**Q:** I have two arrangements of the same nine atoms. One is vinylstannane, H₂C=CH–SnH₃, in which tin forms four bonds. The other is dimethylstannylene, Sn(CH₃)₂, a bent molecule in which tin forms two bonds and keeps a lone pair. A negative isomer energy means that the stannylene lies lower. Which of these results should I distrust?

Electronic energy of dimethylstannylene, Sn(CH₃)₂, minus that of vinylstannane, H₂C=CH–SnH₃, at the levels listed, computed with Ansatz 0.2.0 and tblite 0.8.0. Both molecules are neutral singlets at their PBE0-D4/def2-TZVP geometries; the xTB rows use an electronic temperature of 300 K.

```tsv
result level	result isomer energy (kJ/mol)
GFN1-xTB	-65.80
GFN2-xTB	-150.90
HF/STO-3G	-52.20
HF/def2-TZVP	-88.70
PBE-D4/def2-SVP	-114.00
PBE-D4/def2-TZVP	-119.40
r2SCAN-D4/def2-TZVP	-111.20
B3LYP-D4/def2-TZVP	-116.40
PBE0-D4/def2-SVP	-113.00
PBE0-D4/def2-TZVP	-115.60
B2PLYP/def2-TZVP	-115.20
RPA-PBE/def2-TZVP	-106.50
MP2/def2-TZVP	-122.30
CCSD(T)/def2-TZVP	-105.50
```

**A:** Start with the rows that agree. Every triple-zeta row that includes electron correlation, density functionals among them, lies between −105.5 and −122.3 kJ/mol. The two tight-binding methods, GFN1-xTB and GFN2-xTB, fall outside this range on opposite sides and differ from each other by 85 kJ/mol. You can see that something is wrong there before you decide which of the better methods to believe.

**Q:** Both put the stannylene lower, as all the other rows do. Why is the size of the gap so much harder to get than its sign?

**A:** Because the two isomers hold different bonds. Going from vinylstannane to the stannylene, three Sn–H bonds and the C=C double bond disappear, while three C–H bonds and one Sn–C bond appear. The gap is what remains when two large sums are subtracted. A method's errors would largely cancel if the bonds were alike on both sides, but here they are not.

**Q:** Can you put numbers to that?

**A:** Take rough, recalled mean bond energies in kJ/mol: 250 for Sn–H, 610 for C=C, 410 for C–H and 220 for Sn–C. Then

$$E_\text{broken}=3\times250+610=1360,\qquad E_\text{formed}=3\times410+220=1450,$$

$$\Delta E\approx E_\text{broken}-E_\text{formed}=-90\ \text{kJ/mol}.$$

Here $\Delta E$ is the isomer energy. No row of the table went into this estimate.

**Q:** That is close to the −105.5 kJ/mol of CCSD(T). Is the model that good?

**A:** No. Changing the Sn–H value by 10 kJ/mol moves the answer by 30, and bond energies taken from four-bonded tin need not hold for tin with two bonds. Even the sign could change with modest changes in the inputs. What the estimate does show is the scale: each xTB miss, measured against CCSD(T), is only about 3 per cent of the energy of the broken bonds.

**Q:** So a small error per bond is enough. Why do the two xTB methods err in opposite directions?

**A:** Each describes tin with one small set of parameters, which has to serve both the four-bonded and the two-bonded atom. The two sets were fitted separately and with different energy terms, so their imbalances need not agree even in sign. That is an argument from how the methods are built; the table shows the split but not the term responsible.

**Q:** Were the molecules at least relaxed with each method?

**A:** They were relaxed with PBE0, and the xTB energies were then computed on those structures. The xTB forces on them are large, so I estimated the relaxation from the forces and a rough bond stiffness, counting only the stretching of the Sn–C bonds in the stannylene and of the Sn–H bonds in vinylstannane. On this estimate both gaps become more negative by about 5 kJ/mol. The two methods would therefore stay far apart.

**Q:** Hartree–Fock has no such fitted parameters. Why does it fail?

**A:** It lets each electron feel only the average field of the others. In the triple-zeta basis it makes the gap 16.8 kJ/mol too small compared with CCSD(T), so correlation favours the stannylene. A beryllium atom suggests one possible contribution: its 2s pair lowers its energy by mixing in configurations with both electrons in the nearby 2p shell, which Hartree–Fock leaves out. The lone pair on tin can use an empty 5p orbital in a similar way, but tin's other p orbitals are tied up in bonds, so beryllium offers a mechanism and not a size.

**Q:** Then MP2, which adds correlation, should repair the gap.

**A:** It repairs it twice over. Its shift from Hartree–Fock is −33.6 kJ/mol, double that of CCSD(T). MP2 adds correlation only to second order and leaves out how the correlated pairs influence one another. What it leaves out differs between the two bonding patterns, so it does not cancel. The lone pair alone would not explain the overshoot, because for a pair like beryllium's MP2 finds too little correlation, not too much. Something else must add to it, perhaps the C=C bond or the correlation between different pairs; the table does not separate them. The sign of failure in the numbers is the swing: too small a gap, then too large a one.

**Q:** Can I treat CCSD(T) as the exact answer, then?

**A:** Treat it as the best-founded row here. Its basis is finite and lacks functions suited to correlating tin's outer core, so differences of a few kJ/mol among the better rows should not be used to rank them. The runs also warn of a restricted state that is unstable towards broken spin symmetry. If this applies to the Hartree–Fock state in the triple-zeta basis, it weakens the starting point of both MP2 and CCSD(T).

**Q:** And the Hartree–Fock row in the small STO-3G basis?

**A:** It is the furthest from CCSD(T), by 53 kJ/mol. The larger basis recovers 36.5 of that, but it also replaces tin's inner core by a potential that includes relativity. Relativity holds the 5s electrons more tightly and so favours the lone pair of the stannylene. That step therefore mixes two improvements, and you should not read it as the effect of basis size alone. The printed analysis below gives the comparisons and both rough estimates.

Output of the analysis:

```
Isomer energy against CCSD(T) in kJ/mol:
                  row  isomer energy  level minus CCSD(T)
             GFN1-xTB          -65.8                 39.7
             GFN2-xTB         -150.9                -45.4
            HF/STO-3G          -52.2                 53.3
         HF/def2-TZVP          -88.7                 16.8
      PBE-D4/def2-SVP           -114                 -8.5
     PBE-D4/def2-TZVP         -119.4                -13.9
  r2SCAN-D4/def2-TZVP         -111.2                 -5.7
   B3LYP-D4/def2-TZVP         -116.4                -10.9
     PBE0-D4/def2-SVP           -113                 -7.5
    PBE0-D4/def2-TZVP         -115.6                -10.1
     B2PLYP/def2-TZVP         -115.2                 -9.7
    RPA-PBE/def2-TZVP         -106.5                   -1
        MP2/def2-TZVP         -122.3                -16.8
    CCSD(T)/def2-TZVP         -105.5                    0
Width of the window of correlated triple-zeta rows (kJ/mol): 16.8
GFN1-xTB above the window (kJ/mol): 39.7
GFN2-xTB below the window (kJ/mol): 28.6
GFN1-xTB minus GFN2-xTB (kJ/mol): 85.1
Correlation shift, MP2 minus HF (kJ/mol): -33.6
Correlation shift, CCSD(T) minus HF (kJ/mol): -16.8
Ratio of the MP2 shift to the CCSD(T) shift: 2
HF, def2-TZVP minus STO-3G (kJ/mol): -36.5
PBE-D4, TZVP minus SVP (kJ/mol): -5.4
PBE0-D4, TZVP minus SVP (kJ/mol): -2.6
Rough energy of the bonds broken (kJ/mol): 1360
Rough energy of the bonds formed (kJ/mol): 1450
Rough isomer energy from bond energies (kJ/mol): -90
GFN1-xTB miss as share of the bonds broken (per cent): 2.919
GFN2-xTB miss as share of the bonds broken (per cent): 3.338
Rough relaxation of the stannylene in GFN1-xTB (kJ/mol): 8.921
Rough relaxation of the stannylene in GFN2-xTB (kJ/mol): 6.492
Rough shift of the GFN1-xTB isomer energy on relaxation (kJ/mol): -5.245
Rough shift of the GFN2-xTB isomer energy on relaxation (kJ/mol): -4.53
```
